**Curvature, aufbau violation and configuration order in spherical PBE gadolinium**

The table holds relative total energies, highest eigenvalues and 1s shifts for eight configurations of Gd from all-electron, spin-polarised, scalar-relativistic PBE with spherical densities. The program tests linearity in fractional electron transfer against Janak slopes and against the frozen Hartree curvature $F^0_{aa}+F^0_{bb}-2F^0_{ab}$, using levels and Slater integrals of the same runs. The 4f→5d midpoint sags 0.668 eV below the chord, matching the eigenvalue slopes and amounting to 36 % of the frozen value, while the 6s→5d midpoint bulges by 0.066 eV; Janak's theorem misses by 0.049 eV per f electron. A parabola from the starting slope and the end energy, checked on the two known midpoints, estimates a fractional 5d/4f minimum near x = 0.58, about 0.3 eV below the lowest row, where no run exists.

All-electron Kohn-Sham calculations with radks 1 (radial solver with Libxc) for configurations of the neutral Gd atom, using the PBE functional, scalar-relativistic and spin-polarised, with spherical densities and a point nucleus. Energies in the second column are differences of self-consistent total energies; [Xe] denotes the closed shells of xenon.

## Script

```python
# Table: Gd configurations, radks all-electron spherical Kohn-Sham, PBE, scalar-relativistic, spin-polarised:
# relative total energy, highest eigenvalue, 1s shift (eV). Tested: linearity in fractional transfer, Janak slopes,
# aufbau order, frozen-Hartree curvature, estimate of a fractional 5d/4f minimum.
T = {
    'configuration': ['[Xe] (4f up)7 (4f down)1 6s2', '[Xe] (4f up)7 (5d up)1 6s2', '[Xe] (4f up)7 (5d up)1.5 (6s up)1 (6s down)0.5', '[Xe] (4f up)7 (5d up)2 (6s up)1', '[Xe] (4f up)7 6s2 (6p up)1', '[Xe] (4f up)7 (5d up)3', '[Xe] (4f up)6.5 (5d up)1.5 6s2', '[Xe] (4f up)6 (5d up)2 6s2'],
    'above_lowest': [0.0, 0.286, 0.633, 0.849, 2.319, 2.825, 4.699, 10.448],  # eV
    'second_highest_eigenvalue': [-0.2397, None, -2.5608, -2.1829, -2.4427, -1.5767, -3.5668, -3.8738],  # eV
    'second_highest_level': ['4f down', None, '5d up', '5d up', '6p up', '5d up', '5d up', '6s down'],
    'shift_of_1s_eigenvalue': [5.9498, None, 0.88508, 1.7106, -3.2435, 2.7745, -3.6308, -7.4371],  # eV
}
import numpy as np
from scipy.constants import physical_constants as pc
Ha = pc['Hartree energy in eV'][0]
tag = {'f8': '(4f down)1', 'ref': '7 (5d up)1 6s2', 'sh': '(6s down)0.5', 'd2s': '7 (5d up)2 (6s',
       'p': '6p', 'd3': '(5d up)3', 'fh': '6.5', 'f6': 'up)6 ('}
ix = {k: [i for i, c in enumerate(T['configuration']) if v in c][0] for k, v in tag.items()}
E = {k: T['above_lowest'][i] - T['above_lowest'][ix['ref']] for k, i in ix.items()}
H = {k: T['second_highest_eigenvalue'][i] for k, i in ix.items()}
S = {k: T['shift_of_1s_eigenvalue'][i] for k, i in ix.items()}
# typed from further outputs of the same runs (eigenvalues, Slater integrals in eV; <1/r> in 1/bohr)
du = {'ref': -2.954302, 'fh': H['fh'], 'f6': -4.172012, 'sh': H['sh']}
fu = {'ref': -10.4472, 'fh': -13.65514, 'f6': -17.0019}
fd = {'ref': -5.024436, 'sh': -4.071346, 'd2s': -3.180346, 'p': -8.348653, 'fh': -8.348616, 'f6': -11.85122}
sd = {'ref': -3.756319, 'sh': -3.139039}
F0 = {'ff': 30.50417, 'dd': 9.627607, 'ss': 6.413368, 'fd': 12.74876, 'ds': 7.363679}  # row f6.5 d1.5
G1, G3, G5 = 1.35712, 1.083106, 0.8211822  # 5d-4f, row f6.5 d1.5
F2d, F4d = 3.711787, 2.342132  # 5d-5d, row d3
ri = {'fu': 1.532863, 'fd': 1.485857, 'du': 0.4876379, 'sd': 0.3040492, 'pu': 0.2508514}  # ref row; 6p from 6p row
H['ref'] = du['ref']
print('E - E(f7 d s2), eV (rounding floor 0.001):', ' '.join(f'{k}={v:+.3f}' for k, v in E.items()))
print(f"f8: table {E['f8']:+.3f}, rough recalled +1.4, gap about {1.4 - E['f8']:.1f} eV")
print(f"s->d steps: first {E['d2s']:.3f}, second {E['d3'] - E['d2s']:.3f}, difference {E['d3'] - 2*E['d2s']:.3f} eV")
print('empty 4f down minus highest filled, eV:', ' '.join(f'{k}={fd[k] - H[k]:+.2f}' for k in fd))
g = [du[k] - fu[k] for k in ('ref', 'fh', 'f6')]
kap = g[2] - g[0]
sag_f, sag_s = E['fh'] - E['f6']/2, E['sh'] - E['d2s']/2
half, full = (5*g[0] + 8*g[1] - g[2])/24, (g[0] + 4*g[1] + g[2])/6
print(f'4f up->5d up slopes x=0,.5,1: {g[0]:.3f} {g[1]:.3f} {g[2]:.3f} eV, kappa {kap:.3f} eV')
print(f'  midpoint minus chord {sag_f:+.3f}, -kappa/8 {-kap/8:+.3f} eV')
print(f"  Janak integral x=.5 {half:.3f} (table {E['fh']:.3f}, miss {E['fh'] - half:+.3f}) eV")
print(f"  Janak integral x=1 {full:.3f} (table {E['f6']:.3f}, miss {E['f6'] - full:+.3f}, {100*(E['f6'] - full)/E['f6']:.2f} %)")
h = [du[k] - sd[k] for k in ('ref', 'sh')]
print(f'6s down->5d up slopes x=0,.5: {h[0]:.3f} {h[1]:.3f} eV; midpoint minus chord {sag_s:+.4f} eV')
print(f"  trapezoid x=.5 {sum(h)/4:.3f} (table {E['sh']:.3f}); midpoint slope vs E(1): {h[1] - E['d2s']:+.3f} eV")
print(f'  kappa from energies {-8*sag_s:+.3f}, from slopes {2*(h[1] - h[0]):+.3f} eV; |sag f/sag s| {abs(sag_f/sag_s):.1f}')
kf, ks = F0['ff'] + F0['dd'] - 2*F0['fd'], F0['ss'] + F0['dd'] - 2*F0['ds']
print(f'frozen Hartree kappa: f-d {kf:.2f}, s-d {ks:.2f} eV, ratio {kf/ks:.1f}; found/frozen f-d {kap/kf:.2f}')
for k, a, b in (('f6', 'fu', 'du'), ('f8', 'du', 'fd'), ('d2s', 'sd', 'du'), ('p', 'du', 'pu')):
    fr = (ri[b] - ri[a])*Ha
    print(f'1s shift {k}: table {S[k]:+.2f}, frozen d<1/r> {fr:+.2f} eV, ratio {S[k]/fr:.2f}')
print(f"1s shift midpoint minus chord: f-d {S['fh'] - S['f6']/2:+.3f}, s-d {S['sh'] - S['d2s']/2:+.3f} eV")
for nm, s0, e1, em in (('f->d', g[0], E['f6'], E['fh']), ('s->d', h[0], E['d2s'], E['sh'])):
    pm = s0/2 + (e1 - s0)/4
    print(f'parabola check {nm}: midpoint {pm:.3f}, table {em:.3f}, miss {em - pm:+.3f} eV')
s0 = fd['ref'] - du['ref']
K = 3/35*G1 + 4/105*G3 + 10/231*G5
ex = 2*du['ref'] - du['f6']
print(f"5d up->4f down: start slope {s0:.3f}, 4f down rises {H['f8'] - fd['ref']:.3f} eV to {H['f8']:.3f} eV")
print(f"  eps(5d up) in f8: parabola {H['f8'] - (2*E['f8'] - s0):.2f}, extrapolated {ex:.2f}, plus K_fd={K:.2f}: {ex + K:.2f} eV")
x = np.linspace(0, 1, 1001)
for nm, a0, s1 in (('parabola', s0, None), ('parabola, slope -Janak miss', s0 - (E['f6'] - full), None),
                   ('cubic extrap', s0, H['f8'] - ex), ('cubic extrap+K', s0, H['f8'] - ex - K)):
    c = E['f8'] - a0
    b = 0.0 if s1 is None else (s1 - a0) - 2*c
    y = a0*x + (c - b)*x**2 + b*x**3
    j = int(np.argmin(y))
    print(f"  {nm}: min x={x[j]:.2f}, {y[j]:+.2f} vs ref, {y[j] - E['f8']:+.2f} vs f8, sag {y[500] - E['f8']/2:+.2f} eV")
print(f"E(f6)+E(f8)-2E(ref) {E['f6'] + E['f8']:.3f} = 4f splitting {g[0] + s0:.3f} + {E['f6'] - g[0]:.3f} + {E['f8'] - s0:.3f} eV")
print(f'd3 row: high-spin average above F term 4.5B = {4.5*(F2d/49 - 5*F4d/441):.2f} eV (unscreened)')
assert E['f8'] < 0 and all(fd[k] < H[k] for k in fd)
assert sag_f < 0 < sag_s and abs(sag_f + kap/8) < 0.02
assert abs(E['f6'] - full) < 0.1 and 0 < kap < kf
assert s0 < E['f8'] and ex + K < H['f8']
```

Printed output:

```
E - E(f7 d s2), eV (rounding floor 0.001): f8=-0.286 ref=+0.000 sh=+0.347 d2s=+0.563 p=+2.033 d3=+2.539 fh=+4.413 f6=+10.162
f8: table -0.286, rough recalled +1.4, gap about 1.7 eV
s->d steps: first 0.563, second 1.976, difference 1.413 eV
empty 4f down minus highest filled, eV: ref=-2.07 sh=-1.51 d2s=-1.00 p=-5.91 fh=-4.78 f6=-7.98
4f up->5d up slopes x=0,.5,1: 7.493 10.088 12.830 eV, kappa 5.337 eV
  midpoint minus chord -0.668, -kappa/8 -0.667 eV
  Janak integral x=.5 4.389 (table 4.413, miss +0.024) eV
  Janak integral x=1 10.113 (table 10.162, miss +0.049, 0.49 %)
6s down->5d up slopes x=0,.5: 0.802 0.578 eV; midpoint minus chord +0.0655 eV
  trapezoid x=.5 0.345 (table 0.347); midpoint slope vs E(1): +0.015 eV
  kappa from energies -0.524, from slopes -0.448 eV; |sag f/sag s| 10.2
frozen Hartree kappa: f-d 14.63, s-d 1.31 eV, ratio 11.1; found/frozen f-d 0.36
1s shift f6: table -7.44, frozen d<1/r> -28.44 eV, ratio 0.26
1s shift f8: table +5.95, frozen d<1/r> +27.16 eV, ratio 0.22
1s shift d2s: table +1.71, frozen d<1/r> +5.00 eV, ratio 0.34
1s shift p: table -3.24, frozen d<1/r> -6.44 eV, ratio 0.50
1s shift midpoint minus chord: f-d +0.088, s-d +0.030 eV
parabola check f->d: midpoint 4.414, table 4.413, miss -0.001 eV
parabola check s->d: midpoint 0.341, table 0.347, miss +0.006 eV
5d up->4f down: start slope -2.070, 4f down rises 4.785 eV to -0.240 eV
  eps(5d up) in f8: parabola -1.74, extrapolated -1.74, plus K_fd=0.19: -1.54 eV
  parabola: min x=0.58, -0.60 vs ref, -0.31 vs f8, sag -0.45 eV
  parabola, slope -Janak miss: min x=0.58, -0.61 vs ref, -0.33 vs f8, sag -0.46 eV
  cubic extrap: min x=0.58, -0.60 vs ref, -0.31 vs f8, sag -0.45 eV
  cubic extrap+K: min x=0.57, -0.57 vs ref, -0.29 vs f8, sag -0.42 eV
E(f6)+E(f8)-2E(ref) 9.876 = 4f splitting 5.423 + 2.669 + 1.784 eV
d3 row: high-spin average above F term 4.5B = 0.22 eV (unscreened)
```
